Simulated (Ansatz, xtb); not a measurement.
**C3H7BO3Si: which of two isomers lies lower**

Structure a: `OB(O)[Si@@H]1CC=CO1`, a singlet. Structure b: `[SiH3]O[B@@H-]1OC=CC=[O+]1`, a singlet. Both are isolated molecules in the gas phase, relaxed with r2SCAN-D4/def2-SVP, each in the lowest conformer that the search found.

a (Å):

```yaml
atoms:
  - { symbol: C, position_ang: [-1.3264, -1.5227, -0.2007] }
  - { symbol: C, position_ang: [-0.3175, -2.3557, 0.5619] }
  - { symbol: C, position_ang: [0.9409, -2.3306, 0.0838] }
  - { symbol: B, position_ang: [0.0035, 1.1371, -1.7082] }
  - { symbol: O, position_ang: [0.7842, 1.6642, -2.6943] }
  - { symbol: O, position_ang: [-0.6292, 1.8756, -0.7484] }
  - { symbol: O, position_ang: [1.2288, -1.5944, -1.0302] }
  - { symbol: Si, position_ang: [-0.2316, -0.8774, -1.6161] }
  - { symbol: H, position_ang: [0.8967, 2.6255, -2.6637] }
  - { symbol: H, position_ang: [-0.4799, 2.8314, -0.7979] }
  - { symbol: H, position_ang: [-0.5444, -1.4863, -2.9478] }
  - { symbol: H, position_ang: [-1.7322, -0.6966, 0.4127] }
  - { symbol: H, position_ang: [-2.1934, -2.1166, -0.5414] }
  - { symbol: H, position_ang: [-0.5809, -2.9346, 1.4517] }
  - { symbol: H, position_ang: [1.8022, -2.8560, 0.5095] }
```

b (Å):

```tsv
atom	x (Å)	y (Å)	z (Å)
C	2.5215	-0.3269	0.1645
C	2.0755	0.7116	-0.6540
C	0.9074	0.4803	-1.3820
B	0.3606	-1.4776	0.0010
O	-0.3578	-0.9027	1.0660
O	1.8560	-1.3964	0.3751
O	0.1781	-0.5571	-1.2332
Si	-1.7583	-1.3778	1.8159
H	-1.7941	-0.7451	3.1654
H	-2.9612	-0.9261	1.0504
H	-1.8197	-2.8640	1.9646
H	0.1064	-2.6154	-0.3373
H	3.5159	-0.2886	0.6374
H	2.6820	1.6012	-0.8219
H	0.5830	1.1788	-2.1702
```

Q: Which of the two would you expect CCSD(T)/def2-SVP + ΔMP2/def2-TZVPP electronic energies to favour?

A: Structure a; the calculation gives E(b) − E(a) = +9.0 kcal/mol.

How the difference moves with the method:

| level | geometry | E(b) − E(a) (kcal/mol) | departure from the last row (kcal/mol) | job, with rough time for the two |
| --- | --- | --- | --- | --- |
| GFN2-xTB | GFN2-xTB | −20.6 | −29.6 | optimisation, 0.76 s |
| HF/STO-3G | GFN2-xTB | +12.8 | +3.9 | single point, 1.2 s |
| r2SCAN-D4/def2-SVP//GFN2-xTB | GFN2-xTB | −1.0 | −10.0 | single point, 6.6 s |
| r2SCAN-D4/def2-SVP | r2SCAN-D4/def2-SVP | −0.3 | −9.3 | optimisation, 4.9 min |
| HF/def2-SVP | r2SCAN-D4/def2-SVP | −0.4 | −9.4 | part of the CCSD(T) run |
| MP2/def2-SVP | r2SCAN-D4/def2-SVP | +3.3 | −5.7 | part of the CCSD(T) run |
| CCSD(T)/def2-SVP | r2SCAN-D4/def2-SVP | +2.2 | −6.8 | single point |
| CCSD(T)/def2-SVP + ΔMP2/def2-TZVPP | r2SCAN-D4/def2-SVP | +9.0 |  | single point, 2.8 min |

As drawn, b has 1 B–O, 1 C=O, 2 Si–H, 1 B–H in place of 1 B–Si, 1 C–Si, 2 O–H, 1 C–H. Structure a has a 5-membered ring, b a 6-membered ring.

GFN2-xTB, r2SCAN-D4/def2-SVP//GFN2-xTB put the two in the other order. r2SCAN-D4/def2-SVP, HF/def2-SVP find them nearly level. The largest departure from CCSD(T)/def2-SVP + ΔMP2/def2-TZVPP is that of GFN2-xTB, 29.6 kcal/mol. The last row adds to CCSD(T) the change of the MP2 difference between the two basis sets, here +6.8 kcal/mol, a large step that makes the value less sure.

With thermal terms from frequencies at re-optimised GFN2-xTB minima (ideal gas, soft modes damped towards free rotors, one conformer each, 298.15 K, 1 atm): on the last row, ΔE + ΔZPE = +4.6, ΔH = +4.8, ΔG = +4.3 kcal/mol.

The correlated steps freeze 12 core orbitals. Codes used: Ansatz 0.2.0, xtb 6.7.1; the last row on 2 threads of Intel(R) Xeon(R) Processor @ 2.70GHz on a shared host.

The best level favours a, but only through a modest balance between very different bonds. Isomer a has strong O–H bonds and a boronic acid group stabilised by oxygen-to-boron π donation, but it also carries the weaker Si–B and Si–C links. Isomer b gains a third B–O bond and a chelate ring whose near-equal C–O and C–C distances show delocalisation, so the localised oxonium drawing overstates its charge separation. Four-coordinate boron, however, gives up the π donation.

In the small basis, r2SCAN-D4 lies close to CCSD(T), so much of its departure from the last row probably reflects the basis rather than the functional. GFN2-xTB's strong preference for b comes mainly from its energies, not its geometries, since r2SCAN-D4 changes little on relaxation. Zero-point energy narrows the gap because a's stiff O–H and C–H oscillators give way to softer Si–H and B–H ones in b; entropy matters little. The ordering says nothing about the barrier to interconversion, which would require extensive bond reorganisation.
